**Q:** I work with hard carbon films, and I was taught that shorter bonds mean a wider gap. Here is hexagonal diamond, also called lonsdaleite, calculated at six volumes. Does the rule hold?

Hexagonal diamond (P6₃/mmc, 4 atoms per cell), scaled uniformly to six volumes and calculated in Quantum ESPRESSO 7.5 with PBE, PseudoDojo 0.4.1 scalar-relativistic standard pseudopotentials and a plane-wave cutoff of 1115.67 eV. The self-consistent density uses a 12 × 12 × 8 k mesh, and both gaps are taken from the levels on a 6 × 6 × 4 mesh.

```
volume (Å³/atom)     c/a  shortest distance (Å)  gap on mesh (eV)  direct gap on mesh (eV)
           4.992  1.6330                  1.480             2.983                    4.985
           5.218  1.6330                  1.502             3.152                    4.921
           5.445  1.6330                  1.524             3.302                    4.857
           5.672  1.6330                  1.544             3.435                    4.794
           5.899  1.6330                  1.565             3.552                    4.731
           6.126  1.6330                  1.585             3.656                    4.669
```

**A:** It holds for one of the two gaps. The direct gap, the smallest energy needed to lift an electron without changing its wavevector, grows from 4.669 to 4.985 eV between the largest and the smallest cell. The gap on mesh, which allows the wavevector to change, shrinks from 3.66 to 2.98 eV over the same squeeze. Since this second gap is the smaller one in every row, the crystal has an indirect gap throughout.

**Q:** Could one odd row be causing that, or a change of structure on the way?

**A:** No row stands out. Runs that failed or had known faults would have been left out of the table, but the six volumes are evenly spaced, so none seems to be missing between them. Every cell has the same four-bonded network, scaled uniformly with the ratio c/a held at its ideal value, and both gaps change smoothly. If a different state had taken over as a band edge, I would look for a kink, and there is none. The two gaps really do respond to the same squeeze in opposite ways.

**Q:** Then what is wrong with the rule about shorter bonds?

**A:** It compares a bonding state with its antibonding partner, and the two edges of an indirect gap need not be such partners. In the cell of 5.672 Å³ per atom, the calculated levels put the highest filled state at the zone centre, Γ, at 13.650 eV, and the lowest empty state at K, a corner of the hexagonal zone, at 17.085 eV. Because the gap changes smoothly, I take the edges to lie at the same two points in the other cells. That the direct gap lies at Γ as well is my assumption. The question is then how differently the states at Γ and at K feel a squeeze.

An electron state has kinetic energy, which is larger the shorter its wavelength. When the crystal shrinks, every wavelength shrinks with it, and the kinetic energy rises as one over length squared. A state that already has a short wavelength is therefore pushed up by more electronvolts than one with a long wavelength. If the filled edge is the short-wave state and the empty edge the long-wave one, squeezing drives the filled edge up towards the empty one.

**Q:** How can you tell which edge has the shorter wavelength?

**A:** A first guess comes from switching off the atoms' potential and counting plane waves. The cell has 16 valence electrons, which fill eight bands, so the eighth and ninth states matter. At Γ the count starts with one uniform wave, then two waves along the hexagonal axis, then six equal waves in the plane. The eighth and the ninth both belong to that last group, so they have the same kinetic energy.

At K the start is different. Three equally long waves lie in the plane, and adding one step up or down the axis gives six more, which makes nine. The ninth, the first empty one, still has a longer wavelength than the top filled state at Γ. With $a$ and $c$ the cell edges and $m$ the electron mass, the two kinetic energies are

$$T_\Gamma=\frac{\hbar^2}{2m}\,\frac{16\pi^2}{3a^2},\qquad T_K=\frac{\hbar^2}{2m}\left(\frac{16\pi^2}{9a^2}+\frac{4\pi^2}{c^2}\right).$$

For the cell of 5.672 Å³ per atom they are 31.53 and 19.38 eV.

**Q:** By that count the empty state at K lies far below the filled one at Γ. Where does a positive gap come from?

**A:** From the potential of the atoms. Filled states gather charge in the bonds, where the attraction is strong, while the empty states are left with less favourable places. This potential difference has to more than make up for the counted kinetic one. If the charge pattern simply scales with the crystal, Coulomb energies grow as one over length, which is slower than the kinetic growth.

In this simple picture, the indirect gap is a large positive term minus a somewhat smaller one, and the smaller one grows faster on squeezing. For the direct gap the counted kinetic terms cancel, and only the potential term remains. That gap should then rise gently, as one over the bond length.

**Q:** Can you put numbers to it for one cell?

**A:** Take the cell of 5.672 Å³ per atom as the starting point and predict the most squeezed one. The gap is written as $T_K-T_\Gamma+P$, where $P$ is the potential part, and the starting cell fixes $P$:

$$P=3.435-(19.38-31.53)=15.59\ \text{eV}.$$

The shortest distance, which is the bond length, falls from 1.544 to 1.480 Å, so $P$ grows to

$$15.59\times\frac{1.544}{1.480}=16.26\ \text{eV}.$$

The kinetic energies in the squeezed cell are 21.10 eV at K and 34.33 eV at Γ. The predicted gap is

$$16.26+21.10-34.33=3.03\ \text{eV}.$$

The PBE calculation gives 2.98 eV, and that value was not used in the estimate. The two large terms are crude bookkeeping and should not be read as measured properties of the states.

**Q:** Does it work as well for the other cells?

**A:** Slightly better, because the most squeezed cell is the hardest test. I also adjusted the one constant in $P$ by least squares to all six rows, leaving the kinetic term as counted. The gaps then come out within 0.04 eV, and the model gives 0.62 of the 0.67 eV change across the series. The largest miss is at the most squeezed cell, where the model gap is too wide, so the closing in the PBE calculation is somewhat steeper than the model's.

The direct gap gives a cleaner comparison, because two simple laws compete there. One over the bond length, with a single constant fitted to the six rows, stays within about 0.01 eV. One over the bond length squared, a rule of thumb for bonding-antibonding splittings, misses by up to 0.18 eV when fitted in the same way. The slow law is what one expects if the kinetic energies of the two states cancel.

**Q:** The indirect gap seems to level off in the larger cells. Is that the same effect?

**A:** In part. In the model, as the crystal expands, the kinetic term that holds the gap down fades, and it fades faster than the potential term that holds the gap open. The gain from each further bit of expansion therefore gets smaller. In the table, one per cent more volume adds about 0.04 eV at the squeezed end and about 0.03 eV at the stretched end. The model's gain falls too, but by only a little over half as much, so it leaves part of the levelling unexplained.

**Q:** Then I could use the same count for ordinary cubic diamond?

**A:** There it fails. The count again puts the empty edge at a lower kinetic energy than the filled one, so it suggests that squeezing should narrow the indirect gap. Cubic diamond is well known to do the opposite: its indirect gap widens under pressure. In silicon, which has the same cubic structure, the gap does narrow, as the count suggests.

A likely reason is that carbon's potential is strong and mixes many short waves into the real states, so that their kinetic energies can lie far from the empty-lattice values. The same strong potential acts in hexagonal diamond, so the close agreement there may be partly luck. The kinetic explanation is therefore a candidate, not an established cause. A direct test would be the kinetic energy of the two actual edge states, which these outputs do not contain. For a related crystal, the safe lesson is to ask which two states form the gap before applying any rule about bond length.

**Q:** What can I take from this for a strained film?

**A:** If the film is hexagonal diamond, expect two optical thresholds that move apart under uniform compression. Films of cubic diamond or amorphous carbon need their own calculation. The weak absorption that needs help from lattice vibrations starts at the indirect gap and shifts to lower energy, while the direct threshold shifts to higher energy. How strongly the crystal absorbs at the lowest direct gap was not calculated, and symmetry could make that transition weak or forbidden. Their separation is 1.01 eV in the largest cell and 2.00 eV in the smallest. A film strained only in its plane also changes c/a, which was held fixed here, so its shifts may differ.

I would rely on the directions and rough sizes of the shifts more than on the gaps themselves. PBE is known to give gaps that are too small. The coarse mesh should matter less here, because it contains both Γ and K and so does not step over band edges that lie there. The table also gives volumes without pressures, so a shift per gigapascal needs the stiffness of the crystal from elsewhere.
